# Rigidity threshold of a covalent network glass, with corrections for onefold atoms and broken angles: solution key

## Premises and conventions

A network in three dimensions has $N$ atoms, of which $n_r$ are bonded to $r$ neighbours. Then $N=\sum_r n_r$, and the mean coordination $\langle r\rangle=N^{-1}\sum_r r\,n_r$ is taken over all atoms, onefold ones included.

- **P1.** The energy for small displacements is a valence force field, $V=\tfrac12\sum_{\rm bonds}\alpha\,(\delta l)^2+\tfrac12\sum_{\rm angles}\beta\, l^2(\delta\theta)^2$, with $\alpha,\beta>0$. Dihedral, van der Waals and long-range Coulomb terms are set to zero.
- **P2.** Each term is either intact, and then counts as a constraint $\delta l=0$ or $\delta\theta=0$, or broken, and is then deleted.
- **P3.** The local geometry is generic: no $180^\circ$ angle at a twofold atom, and at an atom with $r\ge3$ there is a pair of bonds with which no further bond is coplanar.
- **P4.** Mean field: once the redundancy among the angles at a single atom is removed, the network does not hold zero modes and redundant constraints at the same time.
- **P5.** $N$ is large, so that the six rigid-body motions are negligible.

$N_c$ is the number of constraints, and $n_c=N_c/N$.

## (a) Relate zero modes to the number of constraints

**Solution.** Collect the displacements in a vector $u$ of length $3N$ and the first-order changes of the constrained lengths and angles in a vector $e$ of length $N_c$. Then $e=Cu$ with an $N_c\times3N$ matrix $C$, and $V=\tfrac12 u^TC^TKCu$, where $K$ is diagonal with positive entries. Since $V=\tfrac12 e^TKe$ vanishes only for $e=0$, the zero-frequency modes are the null space of $C$. The rank–nullity theorem gives their number,

$$N_0=3N-\operatorname{rank}C .$$

A vector $t$ of tensions and torques with $C^Tt=0$ leaves no net force on any atom. It is a state of self-stress, and each one is a linear relation among the rows of $C$, that is, one redundant constraint. As $C$ and $C^T$ have the same rank, $N_s=N_c-\operatorname{rank}C$. Subtraction removes the rank:

$$N_0-N_s=3N-N_c. \tag{1}$$

This is Maxwell's rule (1864) in the form given by Calladine (1978), and it is exact for the harmonic model. Define

$$f=\frac{3N-N_c}{3N}=1-\frac{n_c}{3},\qquad f_0=\frac{N_0}{3N},\qquad s=\frac{N_s}{3N},\qquad f_0-s=f. \tag{2}$$

Because $f_0,s\ge0$, the bounds $f_0\ge f$ and $s\ge-f$ always hold. P4 turns them into equalities on either side: $f_0=f$, $s=0$ for $f>0$ (floppy), and $f_0=0$, $s=-f$ for $f<0$ (stressed rigid). The threshold is $f=0$, or $n_c=3$.

## (b) Count the constraints at an $r$-fold atom

**Stretching.** Summing $r$ over atoms counts each bond twice, so there are $\tfrac12\sum_r r\,n_r$ bonds, or $r/2$ per $r$-fold atom. This holds for all $r\ge1$.

**Bending, upper bound.** The $3r$ coordinates of the neighbours relative to the central atom split into $r$ bond lengths and $r$ unit vectors $\hat u_i$ with two freedoms each. Angles depend only on the $2r$ directional freedoms. For $r\ge2$ and non-collinear bonds, the three rigid rotations of the star are independent and change no angle. At most $2r-3$ angles are therefore independent.

**Bending, lower bound.** With $\sin\theta\ne0$, fixing $\theta_{ij}$ is the same as fixing $\hat u_i\cdot\hat u_j$. The pair $\hat u_1,\hat u_2$ gives one constraint. For each further bond $k$ take the angles to bonds 1 and 2. Their gradients with respect to $\hat u_k$ are the projections of $\hat u_1$ and $\hat u_2$ on the plane normal to $\hat u_k$, which are independent when the three vectors are not coplanar (P3). Among the chosen angles only these two involve $\hat u_k$, so the system is block triangular and has rank $1+2(r-2)=2r-3$. The bounds meet:

$$b(r)=2r-3\quad(r\ge2),\qquad b(1)=0. \tag{3}$$

The value $b(1)=0$ holds because one bond defines no angle. Of the $r(r-1)/2$ angles, $r(r-1)/2-(2r-3)=(r-2)(r-3)/2$ are redundant: none for $r=2$ and $3$, one for $r=4$.

**Check on the regular tetrahedron.** Let $c=\hat u_i\cdot\hat u_j=-1/3$. The gradient of $\hat u_i\cdot\hat u_j$ with respect to $\hat u_i$ is $\hat u_j-c\,\hat u_i$. The $6\times6$ Gram matrix of the gradients has diagonal entries $2(1-c^2)=16/9$, entries $c-c^2=-4/9$ for angles that share a bond, and zero for the disjoint pairs. Its eigenvalues are $0$ (once), $16/9$ (three times) and $8/3$ (twice), so the rank is $5=b(4)$. The null vector is the sum of all six cosines. It is stationary because $|\sum_i\hat u_i|^2=4+2\sum_{i<j}\cos\theta_{ij}$ has its minimum at the regular tetrahedron, where $\sum_i\hat u_i=0$.

## (c) Threshold when every atom has $r\ge2$ and all constraints are intact

**Solution.** Add the two contributions:

$$N_c=\sum_{r\ge2}n_r\left[\frac r2+2r-3\right]=\frac52\sum_r r\,n_r-3\sum_r n_r=N\left[\frac52\langle r\rangle-3\right].$$

The count is linear in $r$, so only the mean enters. From (2),

$$f=1-\frac13\left[\frac52\langle r\rangle-3\right]=2-\frac56\langle r\rangle, \tag{4}$$

which vanishes at

$$\boxed{\langle r\rangle_c=\frac{12}{5}=2.4}$$

This is the result of Phillips (1979) and Thorpe (1983). For a chain, $\langle r\rangle=2$ gives $f=1/3$, one free dihedral rotation per atom, as inspection confirms. If the six rigid-body motions of a free cluster are kept, the condition is $3N-6=N_c$, so $\tfrac52\langle r\rangle=6-6/N$ and $\langle r\rangle_c=2.4-2.4/N$.

## (d) Corrections for $n_1$ onefold atoms and $m_2$ twofold atoms with a broken angle

**Solution.** By (3) the bending sum starts at $r=2$. A twofold atom has $b(2)=1$, so each broken angle deletes one constraint:

$$N_c=\sum_{r\ge1}n_r\frac r2+\sum_{r\ge2}n_r(2r-3)-m_2 .$$

To write the bending sum with the all-atom mean, extend it to $r=1$. The term so added is $n_1(2\cdot1-3)=-n_1$, and it must be compensated: $\sum_{r\ge2}n_r(2r-3)=\sum_{r\ge1}n_r(2r-3)+n_1$. Hence

$$n_c=\frac52\langle r\rangle-3+\frac{n_1-m_2}{N},\qquad f=2-\frac56\langle r\rangle-\frac{n_1-m_2}{3N}. \tag{5}$$

Setting $f=0$ and multiplying by $6/5$ gives

$$\boxed{\langle r\rangle_c=2.4-0.4\,\frac{n_1-m_2}{N}} \tag{6}$$

with $0.4=(6/5)(1/3)$. The onefold term is due to Boolchand and Thorpe (1994), the broken-angle term to Zhang and Boolchand (1994). The signs can be read directly. The formula $2r-3$ assigns a spurious $-1$ to a onefold atom, and removing it raises $n_c$, so a lower $\langle r\rangle$ suffices. A broken angle lowers $n_c$, so a higher $\langle r\rangle$ is needed. Since $n_1/N$ and $m_2/N$ depend on composition, (6) is an equation to be solved for the composition.

## (e) When does (6) describe the rigidity of the backbone?

**Solution.** Attach a onefold atom to a host whose coordination rises from $r-1$ to $r$. This adds three freedoms, one stretch and $b(r)-b(r-1)$ angles, so $3N-N_c$ changes by

$$\Delta=2-[\,b(r)-b(r-1)\,]. \tag{7}$$

- For $r\ge3$ the bracket is 2 and $\Delta=0$. The new atom is fixed to its host and alters neither $N_0$ nor $N_s$.
- For $r=2$ with the angle intact, the bracket is 1 and $\Delta=1$. The atom can rotate about the host's other bond.
- For $r=2$ with the angle broken, the bracket is 0 and $\Delta=2$. The atom can move in both directions normal to its bond.

In the first case (6) is the plain criterion applied to the pruned network. Removing $n_1$ atoms removes $n_1$ bonds, or $2n_1$ bond ends, so

$$\langle r\rangle'=\frac{\langle r\rangle-2n_1/N}{1-n_1/N},$$

and $\langle r\rangle'=2.4$ gives $\langle r\rangle=2.4(1-n_1/N)+2n_1/N=2.4-0.4\,n_1/N$, which is (6) with $m_2=0$. This requires every host to keep at least two bonds after pruning.

In the other two cases the $\Delta$ extra modes are exact zero modes localised on the terminal atom, present at any composition. Equation (5) remains the exact value of $f_0-s$, but $f=0$ then means $s=f_0>0$: local modes coexist with an equal number of redundant constraints, and P4 fails. In the one independent constraint set, the three or fewer constraints on a terminal atom have independent gradients at that atom, so force balance makes their tensions vanish and the self-stress resides in the backbone. Equation (6) is then the average condition $n_c=3$, which differs from the isostatic point of the backbone.

## (f) Numerical illustration: $x\,\mathrm{Na_2O}\cdot(1-x)\,\mathrm{SiO_2}$

**Assignments.** Si is fourfold and O twofold. Each Na converts one oxygen into a non-bridging oxygen (NBO, Si–O–Na) and is counted as onefold, by its valence. The angles at Si and at the bridging oxygens (BO, Si–O–Si) are intact. The Si–O–Na angle is broken, because the mainly ionic Na–O contact has little directionality.

**Populations per formula unit.** There are $1-x$ Si, $2(1-x)+x=2-x$ O and $2x$ Na, so $N=3$ for every $x$. The oxygens divide into $2x$ NBO and $2-3x$ BO.

| species | number | $r$ | stretching | bending | total per atom |
|---|---|---|---|---|---|
| Si | $1-x$ | 4 | 2 | 5 | 7 |
| BO | $2-3x$ | 2 | 1 | 1 | 2 |
| NBO | $2x$ | 2 | 1 | 0 | 1 |
| Na | $2x$ | 1 | 1/2 | 0 | 1/2 |

**By formula (6).**

$$\langle r\rangle=\frac{4(1-x)+2(2-x)+2x}{3}=\frac{8-4x}{3},\qquad \frac{n_1}{N}=\frac{m_2}{N}=\frac{2x}{3}.$$

The two corrections cancel, because every onefold Na comes with one broken angle. Thus $\langle r\rangle_c=2.4$, $8-4x=7.2$, and

$$\boxed{x_c=0.20,\ \text{that is } 20\ \text{mol\% Na}_2\text{O in this model}}$$

**By direct count.** $N_c=7(1-x)+2(2-3x)+2x+x=11-10x$ against 9 freedoms, so $f=(10x-2)/9$, with the same zero.

| mol% Na₂O | $\langle r\rangle$ | $n_1/N=m_2/N$ | $n_c$ | $f$ |
|---|---|---|---|---|
| 0 | 2.667 | 0 | 3.667 | −0.222 |
| 10 | 2.533 | 0.067 | 3.333 | −0.111 |
| 20 | 2.400 | 0.133 | 3.000 | 0 |
| 30 | 2.267 | 0.200 | 2.667 | 0.111 |

The threshold composition is $\mathrm{Na_2O\cdot4SiO_2}$, with $2x/(1-x)=0.5$ NBO per Si and a mean of 3.5 bridging oxygens per tetrahedron. One unit $\mathrm{Na_2Si_4O_9}$ has 15 atoms (4 Si, 7 BO, 2 NBO, 2 Na), $(16+14+4+2)/2=18$ bonds and $20+7=27$ angles, which makes 45 constraints for 45 freedoms. An answer that uses (4) and ignores both corrections reaches 20 mol% only through the cancellation.

**Sensitivity to the angle assignments.** Let a fraction $\eta$ of the NBO angles and a fraction $\varphi$ of the BO angles be broken, so $m_2=2\eta x+\varphi(2-3x)$ per formula unit. With all angles intact $N_c=11-8x$, and

$$3N-N_c=9-(11-8x)+m_2=-2(1-\varphi)+(8+2\eta-3\varphi)\,x,$$

$$x_c=\frac{2(1-\varphi)}{8+2\eta-3\varphi}. \tag{8}$$

For $\varphi=0$, $x_c$ moves from 0.20 at $\eta=1$ to 0.25 at $\eta=0$, where $\langle r\rangle=\langle r\rangle_c=2.333$. For $\eta=1$ the slope is $dx_c/d\varphi=-0.14$ at $\varphi=0$, and $x_c=0.12$ at $\varphi=1/2$. At $\varphi=1$, $x_c=0$: pure SiO₂ has $m_2/N=2/3$ and $\langle r\rangle_c=2.4+0.4(2/3)=2.667=\langle r\rangle$, so silica with free Si–O–Si angles is itself at threshold.

**Size of the local modes.** By (7) each Na carries two local zero modes, $4x$ per formula unit. The unit $\mathrm{Na_2Si_4O_9}$ has at least 4 zero modes among 45 freedoms, so $f_0=s\ge0.089$ at the point where $f=0$. Subtracting them gives the backbone count $(10x-2)-4x=6x-2$. The assignment $\eta=0$ leads to the same expression, $(8x-2)-2x$, as it must, since the backbone does not depend on a terminal angle. After Na is pruned the NBO is onefold on Si, and its removal costs nothing by the first case of (7). At $x=0.20$ the remainder is $\mathrm{Si_4O_7}$ with $\langle r\rangle'=28/11=2.545$, above 2.4. The backbone becomes isostatic at $x=1/3$, about 33 mol%, where each Si has on average three bridges and $\langle r\rangle'=6/2.5=2.4$. This shift of 13 mol% is comparable with $x_c$ itself.

The value of 20 mol% is therefore the model's: it is the all-atom condition $n_c=3$ with $\eta=1$, $\varphi=0$. These conventions were chosen because they reproduce the composition near which sodium silicate glass is typically said to pass from rigid to flexible behaviour, so the number is no independent test of the theory.

**Companion case with no local modes: a-Si:H.** In $\mathrm{Si}_{1-y}\mathrm{H}_y$, a thin-film transistor and passivation material, $\langle r\rangle=4-3y$, $n_1/N=y$ and $m_2=0$. For a typical hydrogen content of about 10 at.%, taken as input, $\langle r\rangle=3.70$, $\langle r\rangle_c=2.36$, $n_c=6.35$ and $f=-1.12$, deep in the stressed-rigid range. Equation (6) reads $4-3y=2.4-0.4y$, so the model threshold is $y_c=8/13$, or 62 at.% H. There H/Si $=1.6$ and the pruned Si network has $\langle r\rangle'=4-1.6=2.4$. In the absence of SiH₃ groups every host keeps two bonds, so (6) and the backbone criterion coincide.

## (g) Range of validity

1. **What is exact.** Equations (1) and (5) give $f_0-s$ exactly for the harmonic model of P1 to P3, up to terms of order $1/N$. The identification of $f=0$ with the onset of rigidity needs P4.
2. **Fluctuations and rings.** In a random network, overconstrained and floppy regions coexist near threshold, so $f_0$ has a tail above $\langle r\rangle_c$ and rigidity can percolate while $f>0$. The typical size of the displacement in randomly diluted tetrahedral networks is about 0.02 downward in $\langle r\rangle$. With $d\langle r\rangle/dx=-4/3$ this would raise $x_c$ by 0.015, which already affects the second figure. Networks that reorganise to avoid stress can split the single threshold into separate rigidity and stress transitions, which a count of averages cannot locate. Phase separation invalidates the use of overall averages, and silica-rich sodium silicates, up to about 20 mol% Na₂O, are typically prone to it below the liquidus.
3. **Geometry.** For a symmetric threefold atom with $\hat u_i\cdot\hat u_j=c$, the Gram eigenvalue of the symmetric angle combination is $2(1-c^2)+2(c-c^2)=2(1-c)(1+2c)$. It vanishes for the planar case $c=-1/2$, where the angle terms supply two first-order constraints in place of three unless an out-of-plane term is added. Linear twofold atoms and symmetric crystals likewise fall outside P3.
4. **Hierarchy of forces.** P1 and P2 need a clear gap between counted and neglected forces. The neglected ones give floppy modes a small finite frequency and keep the elastic moduli finite on the floppy side. Whether an angle is intact depends on its stiffness relative to $k_BT$, so $m_2$ can grow with temperature. The count applies to the glass and not to the melt far above the glass transition.
5. **Terminal atoms.** Equation (6) is the backbone criterion only if every host of onefold atoms keeps at least two bonds after pruning. Otherwise the local modes of (7) have to be subtracted, or the result has to be read as the average condition $n_c=3$.
6. **Ionic species.** Na in silicate glass typically has about five to six oxygen neighbours, and $r=1$ is a convention that keeps one of these contacts. The theory does not apply to metallic or predominantly ionic glasses without directional bonds.
7. **Composition.** The silicate populations assume fourfold Si, one NBO per Na and no free oxide ions, and need $2-3x\ge0$. The backbone count also assumes that no tetrahedron has fewer than two bridges, which is reasonable up to about $x=1/3$. Within these limits the model threshold is 20 mol% Na₂O for the stated assignments, and it ranges from 12 to 33 mol% over the alternatives $\varphi=1/2$, $\eta=0$ and backbone counting.